\paragraph{Note 1. The model.}
The bound state found by Cooper (1956) follows from five premises, which are seldom listed together.
(i) $T=0$ and an isotropic band, with energies $\xi_k=\epsilon_k-E_F$ counted from the Fermi level.
(ii) The sea $|FS\rangle$, all $\xi_k<0$ filled for both spins, is rigid: it blocks states and does nothing else.
(iii) Two added electrons have total wavevector zero, so the basis states are $b_k^\dagger|FS\rangle$ with $b_k^\dagger=c^\dagger_{k\uparrow}c^\dagger_{-k\downarrow}$ and $\xi_k>0$.
(iv) With $W\equiv\hbar\omega_D$, volume $\Omega$ and $v=V/\Omega>0$, the matrix element between pair states is $-v$ if both $\xi_k$ and $\xi_{k'}$ lie in $(0,W)$, and zero otherwise.
(v) The density of states per spin and per volume equals its Fermi-level value $N_0$ across the shell.
$V$ is an energy times a volume, so $\lambda\equiv N_0V$ is a pure number. It stands for the net attraction, phonon exchange less screened Coulomb repulsion. Premise (iv) defines a separable, nonlocal interaction, since it depends on $k$ and $k'$ separately, while a local potential would depend on $k-k'$ alone. The pair energy $E$ is counted from $2E_F$, and the binding energy is $E_b=-E$.

\paragraph{Note 2. Spin and the counting of states.}
Write $|\Psi\rangle=\sum_k g_k\,b_k^\dagger|FS\rangle$. The states $b_k^\dagger|FS\rangle$ and $b_{-k}^\dagger|FS\rangle$ are distinct and orthogonal, so $k$ runs over the whole shell once. Each term is labelled by the wavevector of the spin-up electron, and this is why the density of states of one spin appears. Anticommutation gives
\begin{equation}
b_k^\dagger\pm b_{-k}^\dagger=c^\dagger_{k\uparrow}c^\dagger_{-k\downarrow}\mp c^\dagger_{k\downarrow}c^\dagger_{-k\uparrow},\tag{1}
\end{equation}
so the part of $g_k$ even in $k$ is a spin singlet and the odd part is the $m=0$ triplet.

\paragraph{Note 3. The eigenvalue condition.}
Project $(H-E)|\Psi\rangle=0$ on $b_k^\dagger|FS\rangle$. Both electrons have energy $\xi_k$, because $\xi_{-k}=\xi_k$, so inside the shell
\begin{equation}
(2\xi_k-E)\,g_k=v\,S,\qquad S=\sum_{k'}g_{k'},\tag{2}
\end{equation}
with the sum over the shell. Above the shell the right side is zero, and $g_k=0$ for $E<0$. There are two classes of solution. If $S=0$, which covers every triplet and every amplitude with angular momentum $l>0$, then $E=2\xi_k$ and the state is untouched. If $S\ne0$, divide (2) by $2\xi_k-E$, sum over the shell and cancel $S$:
\begin{equation}
\frac1v=\Phi(E)\equiv\sum_k\frac{1}{2\xi_k-E},\qquad g_k\propto\frac{1}{2\xi_k-E}.\tag{3}
\end{equation}
This amplitude depends on $|k|$ only, so the state is an $s$-wave singlet.

\paragraph{Note 4. Existence and uniqueness before any integral.}
In a finite volume let the distinct levels be $\xi_0<\xi_1<\dots$ with degeneracies $d_j$, so $\Phi=\sum_jd_j/(2\xi_j-E)$. Its derivative $\sum_jd_j/(2\xi_j-E)^2$ is positive. Below $2\xi_0$, $\Phi$ rises from $0$ at $E\to-\infty$ to $+\infty$ at $2\xi_0$, and meets $1/v$ exactly once. Between neighbouring poles it rises from $-\infty$ to $+\infty$, which gives one root trapped in each interval and shifted by less than a level spacing. Only the lowest root is free to move. That much holds for any spectrum and does not yet prove binding: what has to be shown is that the lowest root stays a finite distance below the continuum when $\Omega\to\infty$ at fixed $V$, where $v\to0$.

\paragraph{Note 5. The integral and the result.}
For large $\Omega$, $\sum_k\to\Omega N_0\int d\xi$ and the volume cancels against $v=V/\Omega$:
\begin{equation}
\frac1\lambda=\int_0^W\frac{d\xi}{2\xi+E_b}=\frac12\ln\frac{2W+E_b}{E_b}.\tag{4}
\end{equation}
The right side falls monotonically from $+\infty$ at $E_b\to0^+$ to zero at $E_b\to\infty$, so a root exists for every $\lambda>0$. Exponentiating gives $1+2W/E_b=e^{2/\lambda}$, or
\begin{equation}
E_b=\frac{2\hbar\omega_D}{e^{2/N_0V}-1}=2\hbar\omega_D\,e^{-2/N_0V}\left(1+e^{-2/N_0V}+\dots\right).\tag{5}
\end{equation}
The weak-coupling form $2\hbar\omega_De^{-2/N_0V}$ lies below the full one by the fraction $e^{-2/\lambda}$. The 2 in the exponent comes from the $2\xi$ in the denominator, two electrons being lifted together. With the density of states of both spins, $N=2N_0$, the exponent reads $-4/NV$.

The opposite limit tests the algebra. From $1/(e^y-1)=1/y-1/2+y/12-\dots$ with $y=2/\lambda$,
\begin{equation}
E_b=\lambda W-W+\frac{W}{3\lambda}-\dots\qquad(\lambda\gg1).\tag{6}
\end{equation}
A uniform amplitude on the $M=\Omega N_0W$ states of the shell has interaction energy $-vM=-\lambda W$ and mean band energy $\langle2\xi\rangle=W$, which are the first two terms.

\paragraph{Note 6. What the sea contributes.}
The divergence of (4) needs a nonzero density of states at the bottom of the allowed continuum. Remove the sea and let two electrons in an empty three-dimensional band attract in $0<\epsilon<W$, with $N(\epsilon)=C\sqrt\epsilon$. The right side of the eigenvalue condition is then bounded by its value at $E_b=0$,
\begin{equation}
\int_0^W\frac{C\sqrt\epsilon\,d\epsilon}{2\epsilon}=C\sqrt W=N(W),\tag{7}
\end{equation}
and binding needs $N(W)V>1$. Pauli blocking moves the continuum edge from $k=0$, where $N$ vanishes, to a sphere, where it does not. An empty two-dimensional parabolic band has constant $N$ and returns (4) unchanged, and this is the sense in which the Cooper problem is called two-dimensional.

\paragraph{Note 7. Non-analyticity.}
Every derivative of $e^{-2/\lambda}$ is a polynomial in $1/\lambda$ times $e^{-2/\lambda}$ and vanishes as $\lambda\to0^+$. The Taylor series of (5) from that side is identically zero, so no finite order in $V$ yields $E_b$. In the complex plane (5) has poles where $e^{2/\lambda}=1$, at $\lambda=\pm i/\pi n$ with $n=1,2,\dots$, and these accumulate at the origin. For $\lambda\to0^-$ the formula gives $E=-E_b\to2W$ from above: for repulsion the split-off state lies over the top of the shell, a product of the sharp cutoff.

Perturbation theory does reach the result when summed to all orders. Repeated scattering of the pair, each step bringing $-v$ and a propagator sum $-\Phi$, is a geometric series,
\begin{equation}
t(E)=-v\sum_{n=0}^\infty\left[v\Phi(E)\right]^n=\frac{-v}{1-v\Phi(E)},\qquad v\Phi=\frac\lambda2\ln\frac{2W-E}{-E}.\tag{8}
\end{equation}
For negative $E$ it converges only at $E<-E_b$, each term with $n\ge1$ diverges at $E\to0^-$, and the pole of the sum is (3).

The singularity also depends on an order of limits. At fixed $\Omega$, multiply (3) by $v(2\xi_0-E)$; the implicit function theorem then gives a lowest root analytic in $v$ near zero, $E=2\xi_0-d_0v+O(v^2)$. Equation (5) takes $\Omega\to\infty$ first, and applies when the level spacing is far below $E_b$. The mean spacing per spin is $1/\Omega N_0$; orbital degeneracy bunches the levels and makes the condition stricter.

\paragraph{Note 8. Where the weight sits and where the binding comes from.}
With $g=1/(2\xi+E_b)$ the norm is
\begin{equation}
\mathcal N=\int_0^Wg^2d\xi=\frac12\left(\frac1{E_b}-\frac1{2W+E_b}\right)=\frac{1-e^{-2/\lambda}}{2E_b}.\tag{9}
\end{equation}
For $E_b\ll W$ the weight below $\xi$ is the fraction $2\xi/(2\xi+E_b)$, so half of it lies in $\xi<E_b/2$. The logarithm in (4), in contrast, collects equal parts from each decade of $\xi$ between $E_b/2$ and $W$. Writing $2\xi g^2=g-E_bg^2$ and using $\int g\,d\xi=1/\lambda$,
\begin{equation}
\langle T\rangle=\frac{1}{\lambda\mathcal N}-E_b\simeq\left(\frac2\lambda-1\right)E_b,\qquad\langle U\rangle=-\frac1{\lambda\mathcal N}\simeq-\frac2\lambda E_b.\tag{10}
\end{equation}
The binding is a small difference of two larger energies. The Hellmann--Feynman theorem requires $\langle U\rangle=-\lambda\,dE_b/d\lambda$, and differentiating (5) confirms it:
\begin{equation}
\frac{d\ln E_b}{d\ln\lambda}=\frac{2/\lambda}{1-e^{-2/\lambda}}.\tag{11}
\end{equation}

\paragraph{Note 9. Exponent and prefactor.}
Two premises can be relaxed at once. For a parabolic band $N(\xi)=N_0\sqrt{1+\xi/E_F}\simeq N_0(1+\xi/2E_F)$. The slope adds $(1/2E_F)\int_0^W\xi\,d\xi/(2\xi+E_b)\simeq W/4E_F$ to the right side of (4), which multiplies $E_b$ by $e^{W/2E_F}$. The shape of the cutoff matters more. For the matrix element $-v\,w(\xi)w(\xi')$ the steps of Note 3, with $S=\sum w g$, put $w^2$ in the numerator of (4). Taking $w^2=e^{-\xi/W}$, $x=\xi/W$ and $z=E_b/2W\ll1$,
\begin{equation}
\frac2\lambda=\int_0^\infty\frac{e^{-x}dx}{x+z}\simeq-\ln z-\gamma,\qquad E_b\simeq2We^{-\gamma}e^{-2/\lambda},\tag{12}
\end{equation}
with Euler's constant $\gamma$ and $e^{-\gamma}=0.56$. The exponent survives any cutoff with $w(0)=1$. The prefactor is fixed only up to a number of order one.

\paragraph{Note 10. Size of the pair.}
The usual estimate sets $\langle r^2\rangle=\sum|\nabla_kg|^2/\sum g^2$ with $\nabla_kg=\hbar v_F\,\hat k\,dg/d\xi$. For $W\to\infty$ the integrals are $\int(dg/d\xi)^2d\xi=2/3E_b^3$ and $1/2E_b$, which gives $\frac43(\hbar v_F/E_b)^2$. This omits the jump of $g$ from zero to its maximum at $k_F$, whose gradient is a delta function that cannot be squared. The tail must be found directly. With $r=|r_1-r_2|$, the angular average of $e^{ik\cdot r}$ is $\sin kr/kr$. Put $k=k_F+\xi/\hbar v_F$ in the phase and $k_F$ in the denominator, and extend the integral to infinity, which holds for $r\gg\hbar v_F/W$. With $u=\xi r/\hbar v_F$,
\begin{equation}
\psi(r)\propto\frac{{\rm Im}\left[e^{ik_Fr}F(\rho)\right]}{k_Fr},\quad F(\rho)=\int_0^\infty\frac{e^{iu}du}{u+\rho},\quad\rho=\frac r\ell,\quad\ell=\frac{2\hbar v_F}{E_b}.\tag{13}
\end{equation}
Shifting to $s=u+\rho$ gives $F=e^{-i\rho}\int_\rho^\infty e^{is}ds/s$, so in terms of the cosine and sine integrals
\begin{equation}
|F|^2={\rm Ci}^2(\rho)+\left[\tfrac\pi2-{\rm Si}(\rho)\right]^2,\tag{14}
\end{equation}
and averaged over the fast oscillation the radial probability $r^2|\psi|^2$ is proportional to $|F|^2$. Integration by parts gives $F\simeq i/\rho$ for $\rho\gg1$, so $\psi\propto\cos(k_Fr)/r^2$. Rescaling $u=\rho s$ shows $F$ as the Fourier transform of $1/(1+s)$ on $s>0$; $|F|$ is even in $\rho$, and Parseval's theorem gives $\int_0^\infty|F|^2d\rho=\frac12\cdot2\pi\int_0^\infty ds/(1+s)^2=\pi$. The probability of a separation beyond $R\gg\ell$ is therefore $\ell/\pi R$. The state is normalisable, $\langle r^2\rangle$ diverges, and $\ell$ marks the crossover to a power-law tail.

\paragraph{Note 11. A moving pair.}
Relax premise (iii) and use $c^\dagger_{k+Q/2\uparrow}c^\dagger_{-k+Q/2\downarrow}$. With $\mu$ the cosine of the angle between $k$ and $Q$, the one-electron energies are $\xi_k\pm a\mu+\hbar^2Q^2/8m$, $a=\hbar v_FQ/2$. The last term is smaller than $a$ by $Q/4k_F$ and is dropped. The sum of the two energies stays $2\xi_k$, but both electrons must lie in the shell, $a|\mu|<\xi_k<W-a|\mu|$. The angular average of an even function is $\int_0^1d\mu$, so
\begin{equation}
\frac2\lambda=\int_0^1d\mu\,\ln\frac{2W-2a\mu-E}{2a\mu-E}.\tag{15}
\end{equation}
For $a,|E|\ll W$ the numerator is $2W$, and $2/\lambda\simeq\ln(2W/E_b)$. With $x=\hbar v_FQ/E_b$ and $\eta=-E/E_b$ this becomes $\int_0^1\ln(\eta+x\mu)\,d\mu=0$. Expanding about $\mu=\frac12$ gives $\ln(\eta+x/2)-x^2/[24(\eta+x/2)^2]+\dots=0$, hence
\begin{equation}
E(Q)=-E_b+\frac{\hbar v_FQ}{2}-\frac{(\hbar v_FQ)^2}{24E_b}+\dots\tag{16}
\end{equation}
The dispersion is linear in $|Q|$ because motion removes states from the logarithm. The continuum edge remains at $E=0$, reached at $\mu=0$, but the number of states near it now vanishes linearly with energy and the integral converges there. Setting $\eta=0$ gives $\ln x-1=0$: the bound state ends at $\hbar v_FQ_c=eE_b$, with $e$ the base of the logarithm, while the linear term alone would give $2E_b$. Binding for arbitrarily weak $V$ belongs to $Q=0$.

\paragraph{Note 12. The term that the rigid sea omits.}
Premise (ii) is not a small approximation. The same interaction scatters pairs out of the filled states with $-W<\xi<0$. Take $H=\sum\xi_kc^\dagger_{k\sigma}c_{k\sigma}-v\sum_{kk'}b^\dagger_kb_{k'}$ with both pair sums over $|\xi|<W$. From $[b_k,b^\dagger_{k'}]=\delta_{kk'}(1-n_{k\uparrow}-n_{-k\downarrow})$ and $[b_k,b_{k'}]=0$,
\begin{equation}
i\hbar\,\dot b_k=[b_k,H]=2\xi_kb_k-v\,(1-n_{k\uparrow}-n_{-k\downarrow})\sum_{k'}b_{k'}.\tag{17}
\end{equation}
Linearise about $|FS\rangle$ by replacing the bracket with its average, ${\rm sgn}\,\xi_k$, and seek $b_k\propto e^{-iEt/\hbar}$. The steps of Note 3, with $\xi\to-\xi$ in the filled half, give
\begin{equation}
\frac1\lambda=\int_0^Wd\xi\left[\frac1{2\xi-E}+\frac1{2\xi+E}\right]=\frac12\ln\frac{4W^2-E^2}{-E^2}.\tag{18}
\end{equation}
The first term alone is (4). The second, from pairs of holes, has its continuum on $-2W<E<0$ and covers the place of Cooper's root. Real $E$ with $|E|>2W$ makes the logarithm negative, so for $\lambda>0$ the isolated roots are $E=\pm i\Gamma$, where the two terms are complex conjugates and each supplies half of $1/\lambda$:
\begin{equation}
\Gamma=\frac{2W}{\sqrt{e^{2/\lambda}-1}}=\sqrt{2WE_b}\simeq2We^{-1/\lambda}.\tag{19}
\end{equation}
The pair amplitude grows as $e^{\Gamma t/\hbar}$, so the filled sea is unstable. The omitted term equals the retained one in size; it halves the exponent and raises the energy scale by $\Gamma/E_b=\sqrt{e^{2/\lambda}-1}$. The self-consistent theory of Bardeen, Cooper and Schrieffer (1957) has, for this $H$, the zero-temperature gap equation, quoted here without derivation,
\begin{equation}
\frac1\lambda=\int_0^W\frac{d\xi}{\sqrt{\xi^2+\Delta_0^2}},\qquad\Delta_0=\frac{W}{\sinh(1/\lambda)},\tag{20}
\end{equation}
and comparison with (19) gives $\Gamma=\Delta_0\sqrt{1-e^{-2/\lambda}}$. Thus $E_b\simeq\Delta_0^2/2W$ at weak coupling, and $E_b$ is neither the gap nor the pair-breaking energy $2\Delta_0$.

\paragraph{Note 13. Range of validity.}
Equation (5) is exact for premises (i) to (v) at $\Omega\to\infty$ and any $\lambda>0$; its short form needs $e^{-2/\lambda}\ll1$. As a statement about two electrons added to a rigid sea it needs $W\ll E_F$ and no structure in $N(\xi)$ within $W$ of $E_F$ (Note 9), a level spacing far below $E_b$ (Note 7), $\hbar v_FQ\ll E_b$ (Note 11), and $k_BT\ll E_b$, since thermal smearing blurs the edge that produces the logarithm. The static $V$ with a cutoff stands in for a retarded phonon interaction, a replacement meant for weak coupling, and it leaves the prefactor open by a factor of order one. As a statement about a metal, (5) proves that any net attraction in the pair channel is amplified by a logarithm. It does not give the energy scale of the paired state (Note 12).

\paragraph{Note 14. Numbers for aluminium.}
Set $W=k_B\Theta_D$ with $\Theta_D=428$ K (compiled value listed by Wikipedia, temperature not stated) and assume $\lambda=0.18$. For band quantities assume three free electrons per atom and the typical fcc lattice constant $0.405$ nm. Then $n=12/(0.405\ {\rm nm})^3=181$ nm$^{-3}$, $k_F=(3\pi^2n)^{1/3}=17.5$ nm$^{-1}$, $E_F=\hbar^2k_F^2/2m=11.7$ eV, $\hbar v_F=\hbar^2k_F/m=1.33$ eV nm, $N_0=3n/4E_F=11.6$ eV$^{-1}$nm$^{-3}$ and $V=\lambda/N_0=15.5$ meV nm$^3$.

With $W=36.9$ meV, $2/\lambda=11.1$ and $e^{2/\lambda}=6.69\times10^4$, the model gives
\begin{equation}
E_b=1.1\ \mu{\rm eV},\qquad E_b/k_B=13\ {\rm mK}.\tag{21}
\end{equation}
The short form of (5) differs by $1.5\times10^{-5}$ and the slope of $N(\xi)$ adds $W/2E_F=1.6\times10^{-3}$, both negligible. The logarithm spans $4.8$ decades, and (10) gives $\langle T\rangle=10.1E_b$, $\langle U\rangle=-11.1E_b$. By (11) a relative change of $\lambda$ is amplified $11.1$ times: the rounding interval from $0.175$ to $0.185$ moves $E_b$ from $0.80$ to $1.5\ \mu$eV, and the soft cutoff (12) gives $0.62\ \mu$eV, so the model supports only the statement that $E_b$ is of order $1\ \mu$eV. The crossover length is $\ell=2.4$ mm, far above $\hbar v_F/W=36$ nm. The pair unbinds at $Q_c=2.2\times10^3$ m$^{-1}$, or $1.3\times10^{-7}k_F$. The mean level spacing equals $E_b$ in a cube of side $(N_0E_b)^{-1/3}=43$ nm.

Releasing the sea gives $\Gamma/E_b=2.6\times10^2$, $\Gamma\simeq\Delta_0=0.29$ meV and a growth time $\hbar/\Gamma=2.3$ ps. All of these are the model's numbers. Against a typical low-temperature gap of bulk aluminium of about $0.18$ meV, the model's $\Delta_0$ is too high by a factor of $1.6$, and $E_b$, which corresponds to no observable of the metal, lies more than two orders of magnitude lower.